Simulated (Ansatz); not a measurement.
Swapping CH3 for F on Ge: the dipole moment

Gas-phase molecules. On one Ge centre that keeps Cl, n of the CH3 ligands are replaced by F. The dipole moment y in D at wB97M-V/def2-TZVPP. Shapes: PBE0-D4/def2-TZVP. Programs: Ansatz 0.2.0.

```
   molecule  n  y (D)
 Ge(CH3)3Cl  0   2.79
Ge(CH3)2ClF  1      ?
Ge(CH3)ClF2  2   3.27
     GeClF3  3   1.24
```

Question: Fit y = c + s·n to the known rows and predict Ge(CH3)2ClF.

Answer: 
1. Means of the 3 rows: n = 1.66667, y = 2.433.
2. Σ(Δn)² = 4.6667, Σ(Δn·Δy) = -1.9067, so the slope is -1.9067/4.6667 = -0.40858.
3. Intercept: 2.433 − (-0.40858) × 1.66667 = 3.114. The largest residual of the fit is 0.97.
4. Ge(CH3)2ClF: 3.114 + (-0.40858) × 1 = 2.71 D.

The run gave 3.24 D, so the prediction is off by -0.53 D, within the largest residual. The steps per swap are uneven (+0.45, +0.03, -2.03), so a line is a poor model. Dipoles add as vectors. Other levels give for Ge(CH3)2ClF: r2SCAN-D4/def2-TZVPP 3.25; B3LYP-D4/def2-TZVPP 3.25 D. Relativity is left out for Ge. The series isn't monotonic at this level.

The dipole moment changes little over the first two substitutions by F, peaks at 3.27 D in Ge(CH3)ClF2, and drops to 1.24 D in GeClF3. Geometry accounts for most of this. In Ge(CH3)3Cl the polar Ge–Cl bond is largely unopposed. The first F adds a second strong bond moment at a roughly tetrahedral angle, so the resultant grows far less than the sum of the two. Once the last methyl is gone, four electronegative ligands surround Ge and their moments largely cancel, leaving mainly the mismatch between Ge–Cl and three Ge–F bonds. Bond moments probably also shift along the series, as each F makes Ge more electron-poor and alters the polarity of the remaining bonds.

A straight line in n cannot follow such a rise and fall, and with three points for two parameters, an error within the largest residual is little support for it. The close agreement of the three functionals for Ge(CH3)2ClF suggests that the misprediction comes from the linear model. The magnitudes alone don't show which end of GeClF3 is negative.
